S1 is the energy of the lowest excited singlet state above the ground state, with the nuclei held where they are. It was computed here by linear-response time-dependent density functional theory; in the HF row the same response is applied to Hartree-Fock. The column "exact exchange, long range" gives the percentage of Hartree-Fock exchange that acts between electrons far apart. The simple pattern is that S1 rises with this percentage, and two functionals break it outright.

Vertical TDDFT singlet and Tamm-Dancoff triplet excitations of BH7P2 (SMILES P[BH2-][PH3+]), computed with PySCF 2.14.0 using density fitting, with core orbitals frozen in the response. All rows use the gas-phase PBE0-D3(BJ)/def2-SVP geometry. Solvents are IEF-PCM continua with non-equilibrium solvation for the excitations, and "none" means gas phase.

| functional | basis | solvent | exact exchange, long range (%) | S1 (eV) | leading pair | T1 (eV) |
| --- | --- | --- | --- | --- | --- | --- |
| LDA | def2-SVPD | none | 0 | 4.44 | HOMO to LUMO | 4.24 |
| PBE | def2-SVPD | none | 0 | 4.48 | HOMO to LUMO | 4.25 |
| B3LYP | def2-SVPD | none | 20 | 4.99 | HOMO to LUMO | 4.66 |
| BHandHLYP | def2-SVPD | none | 50 | 5.63 | HOMO to LUMO+1 | 5.05 |
| CAM-B3LYP | def2-SVPD | none | 65 | 5.50 | HOMO to LUMO+1 | 4.98 |
| HF | def2-SVPD | none | 100 | 6.30 | HOMO to LUMO+2 | 5.10 |
| LC-wPBE | def2-SVPD | none | 100 | 5.96 | HOMO to LUMO+1 | 5.15 |
| wB97X-D | def2-SVPD | none | 100 | 5.57 | HOMO to LUMO+1 | 5.14 |
| PBE0 | 6-31+G(d) | none | 25 | 5.04 | HOMO to LUMO | 4.74 |
| PBE0 | 6-31G(d) | none | 25 | 5.36 | HOMO to LUMO | 4.93 |
| PBE0 | aug-cc-pVDZ | none | 25 | 4.97 | HOMO to LUMO | 4.69 |
| PBE0 | def2-SVP | none | 25 | 5.38 | HOMO to LUMO | 4.99 |
| PBE0 | def2-SVPD | none | 25 | 5.15 | HOMO to LUMO | 4.74 |
| PBE0 | def2-TZVP | none | 25 | 5.12 | HOMO to LUMO | 4.69 |
| PBE0 | def2-TZVPD | none | 25 | 5.02 | HOMO to LUMO | 4.62 |
| wB97X-D | def2-SVPD | dimethylsulfoxide | 100 | 6.06 | HOMO to LUMO | n/a |
| wB97X-D | def2-SVPD | methanol | 100 | 6.07 | HOMO to LUMO | n/a |

**From LDA to BHandHLYP**

In the first four rows the pattern is intact. S1 stands at 4.44 eV in LDA, where there is no exact exchange, and reaches 5.63 eV in BHandHLYP, where half of the exchange is exact at every distance. The excitation takes an electron out of the HOMO, which is mainly the lone pair on the phosphorus of the PH2 group. The electron arrives in orbitals spread over the PH3 and BH2 groups, so charge moves along the molecule.

Exact exchange acts on such an excitation in two opposite ways. It first widens the gap between the HOMO and the LUMO, the lowest empty orbital. In LDA and PBE an electron in the lone pair partly repels itself, which pushes the HOMO up; exact exchange removes this fault and the HOMO drops. The empty orbitals rise, because they now describe an electron added to the intact molecule rather than one that has left a hole behind.

The second action gives part of this back. In the response calculation, exact exchange lets the excited electron feel the hole that it left, and the two attract. LDA and PBE have no such attraction between separated charges, so their S1 almost equals their orbital gap. The missing attraction alone would leave S1 too high. Both functionals are nevertheless known to place charge-transfer states too low, because their gap is too narrow by a larger amount.

**CAM-B3LYP: the first break**

The next row has more exact exchange at long range than BHandHLYP, 65 % against 50 %, and yet its S1 is lower by 0.13 eV. The orbital gap does not share this reversal: it is 0.45 eV wider than in BHandHLYP. What has grown still more is the amount by which S1 lies below the gap, up by 0.58 eV. The excitation loses more through attraction than it gains through the gap.

The size of a break depends on the smooth course with which it is compared. A convenient yardstick is a broken line through PBE, BHandHLYP and HF, which have the same share of exact exchange at all distances. B3LYP and PBE0 in the same basis lie within 0.1 eV of it, while CAM-B3LYP falls 0.33 eV below. The upper half of the line leans on HF, which has no electron correlation, so sizes read from that half are rougher than the plain reversal against BHandHLYP.

**HF, LC-wPBE and wB97X-D: one percentage, three answers**

The three gas-phase rows at 100 % ought to agree if the long-range share decided the matter. Instead S1 runs from 6.30 eV in HF through 5.96 eV in LC-wPBE to 5.57 eV in wB97X-D. The last value even lies slightly below that of BHandHLYP, and it is the largest break in the table, 0.73 eV under the line. LC-wPBE lies 0.34 eV under it, about as far as CAM-B3LYP. Part of the distance between HF and the other two may come from correlation rather than from exchange.

The comparison of wB97X-D with BHandHLYP shows the mechanism most clearly. The orbital gap is 1.91 eV wider in wB97X-D, but the lowering of S1 below the gap is greater by 1.97 eV. Two large changes cancel, and a small negative difference is left. The long-range share has doubled and the short-range share has fallen by more than half. Both parts have changed strongly, and S1 hardly at all.

The wider gap brings no higher S1 because the two actions of exact exchange work at different distances. The self-repulsion of the lone pair is a matter of short distances, because the orbital is compact. The attraction between hole and electron acts across the molecule. CAM-B3LYP and wB97X-D use only about a fifth of exact exchange at short range and raise the share as the electrons move apart. They therefore open the gap less than their printed percentage suggests, while the attraction feels nearly the whole of it. The lone pair is not the only orbital concerned. Compared with HF, wB97X-D has its HOMO 0.66 eV higher but also its LUMO 0.53 eV lower, and the lack of correlation in HF may account for some of either difference.

The same dependence on distance helps to explain the order of the two range-separated functionals at 100 %. LC-wPBE starts with no exact exchange at short range, but it switches over at a length of about 1.3 Å, roughly the size of an atom. In wB97X-D the switching length is twice as great, so much of the lone pair remains under the approximate exchange. The two functionals differ in their other ingredients as well, and the 0.39 eV between their S1 values need not be due to the switching alone.

**An estimate of the attraction**

The argument can be put into numbers by treating the hole and the electron as point charges, one on each phosphorus atom:

$$E_{\mathrm{S1}} \approx \Delta\varepsilon - c(R)\,\frac{e^2}{R}$$

Here $\Delta\varepsilon$ is the computed orbital gap, $R$ is the distance between the two phosphorus atoms, and $c(R)$ is the share of exact exchange at that distance, which follows from the definition of each functional. With $R$ = 3.11 Å, two unit charges attract each other by $e^2/R$ = 4.63 eV.

For wB97X-D the gap is 9.77 eV and the share at this distance has reached 0.93:

$$9.77 - 0.93\times 4.63 \approx 5.5\ \text{eV}$$

The full calculation gives 5.57 eV. No constant was adjusted to this row or to any other, but the gap is taken from the same calculation, so only the attraction is put to the test.

In the nine gas-phase rows with the def2-SVPD basis the estimate misses S1 by at most 0.19 eV, and it puts the nine functionals in the right order. That covers the large steps well. BHandHLYP and wB97X-D lie closer together than the usual miss, however, so their order rests on the full calculation. The picture is crude in any case. The real electron is spread out and not seated on one atom, and the estimate uses the gap to the LUMO even in the five rows where a higher empty orbital leads. In those rows the LUMO also lies above zero energy, so it describes no bound electron, and its position depends on how far out the basis reaches. The gap, and the estimate with it, could therefore shift in a basis with more diffuse functions. Part of the close agreement may come from errors that cancel.

**Does the reversal come from a different state?**

The column "leading pair" changes from LUMO to LUMO+1 at BHandHLYP, which might suggest a change of state. The reversal, however, occurs among three functionals with the same entry: BHandHLYP, CAM-B3LYP and wB97X-D in the gas phase. The label is also a blunt tool here. In BHandHLYP the two orbitals contribute with similar weights, so a modest shift in the mixture can change the entry. The oscillator strengths of the three, which measure how strongly the state absorbs light, are also close: 0.012, 0.010 and 0.009. These signs speak against a change of state, though they do not exclude it.

T1, the lowest triplet state, follows the singlet only in part. CAM-B3LYP again lies below BHandHLYP, but wB97X-D lies above it by 0.09 eV. HF, which has the highest gas-phase S1, has a slightly lower T1 than LC-wPBE. Triplets that are too low are a familiar fault of Hartree-Fock, because correlation would stabilise the paired electrons of the ground state more than the parallel spins of the triplet.

**The PBE0 rows: the same functional in seven bases**

Here the share of exact exchange stays at 25 %, and still S1 varies by 0.41 eV. Adding diffuse functions to def2-SVP lowers it from 5.38 to 5.15 eV, because the excited electron needs room at the outside of the molecule. An effect of this size could hide or imitate the break at CAM-B3LYP. Functionals should therefore be ranked in one and the same basis.

These rows also show where the point-charge picture weakens. In 6-31+G(d) and aug-cc-pVDZ it gives an S1 that is too low by almost 0.3 eV. A possible reason is that the electron spreads further out in these bases and is held less firmly by the hole than two charges at a fixed distance would be. Mixing with higher empty orbitals cannot be the reason, because it lowers the lowest state, and here S1 lies above the estimate.

**The solvent rows**

The last two rows repeat wB97X-D in a polarisable surrounding, and S1 rises by about 0.5 eV without any change in exact exchange. The molecule is strongly polar, with its positive end at PH3, and the solvent stabilises this charge distribution. The excitation sends an electron towards the positive end and so works against the arrangement to which the solvent has adjusted. These rows belong to a different comparison from the one between functionals.

**What a longer molecule would change**

Consider a series in which the same two end groups sit further apart and keep similar orbital energies. The attraction would shrink with distance, while the wider gap of wB97X-D would remain. The charge-transfer state should then lie higher in wB97X-D than in BHandHLYP, as their long-range percentages suggest. The three functionals at 100 % would still disagree, because their gaps differ. All this holds for S1 only while the charge-transfer state stays the lowest: as it rises, an excitation within one end group may come to lie below it. The reversal seen here belongs to a short molecule, in which hole and electron stay close enough for their attraction to cancel the gain in the gap. The printed analysis after this text lists the gap, the estimate and the distance from the line for each row.

Printed output of the fit:

```
Energies in eV and shares in % (line columns apply to gas-phase def2-SVPD rows only):
        row  orbital gap  gap less S1  share at P-P distance  estimated S1  estimate less S1  S1 less line  gap less line
        LDA        4.342       -0.098                      0         4.342            -0.098         -0.04         -0.053
        PBE        4.395       -0.085                      0         4.395            -0.085             0              0
      B3LYP        5.819        0.829                     20         4.893           -0.0966          0.05          0.038
  BHandHLYP         7.86         2.23                     50         5.546          -0.08399             0              0
  CAM-B3LYP        8.307        2.807                   64.7         5.313           -0.1873        -0.331        -0.4818
         HF        10.96        4.656                    100         6.328           0.02802             0              0
    LC-wPBE        10.71        4.746                  99.88         6.084            0.1237         -0.34          -0.25
    wB97X-D        9.766        4.196                  92.52         5.484          -0.08575         -0.73          -1.19
       PBE0        5.921        0.881                     25         4.764            -0.276        -0.015        -0.2065
       PBE0        6.572        1.212                     25         5.415             0.055         0.305         0.4445
       PBE0        5.839        0.869                     25         4.682            -0.288        -0.085        -0.2885
       PBE0         6.55         1.17                     25         5.393             0.013         0.325         0.4225
       PBE0        6.288        1.138                     25         5.131            -0.019         0.095         0.1605
       PBE0        6.334        1.214                     25         5.177             0.057         0.065         0.2065
       PBE0        6.082        1.062                     25         4.925            -0.095        -0.035        -0.0455
    wB97X-D        10.39        4.333                  92.52         6.111           0.05125         -0.24         -0.563
    wB97X-D        10.38        4.315                  92.52         6.103           0.03325         -0.23         -0.571
P-P distance (A): 3.111
Attraction of unit point charges at the P-P distance (eV): 4.628
S1 of CAM-B3LYP less BHandHLYP (eV): -0.13
Orbital gap of CAM-B3LYP less BHandHLYP (eV): 0.447
Lowering of S1 below the gap, CAM-B3LYP less BHandHLYP (eV): 0.577
S1 of wB97X-D less BHandHLYP (eV): -0.06
Orbital gap of wB97X-D less BHandHLYP (eV): 1.906
Lowering of S1 below the gap, wB97X-D less BHandHLYP (eV): 1.966
S1 of LC-wPBE less wB97X-D (eV): 0.39
Largest distance from the line below 50 % exchange (eV): 0.095
Switching length of wB97X-D (A): 2.646
Switching length of LC-wPBE (A): 1.323
Largest miss of the estimate in the nine def2-SVPD gas rows (eV): 0.1873
Largest miss of the estimate in the other PBE0 bases (eV): 0.288
Spread of PBE0 S1 over the bases (eV): 0.41
T1 of CAM-B3LYP less BHandHLYP (eV): -0.07
T1 of wB97X-D less BHandHLYP (eV): 0.09
T1 of HF less LC-wPBE (eV): -0.05
```
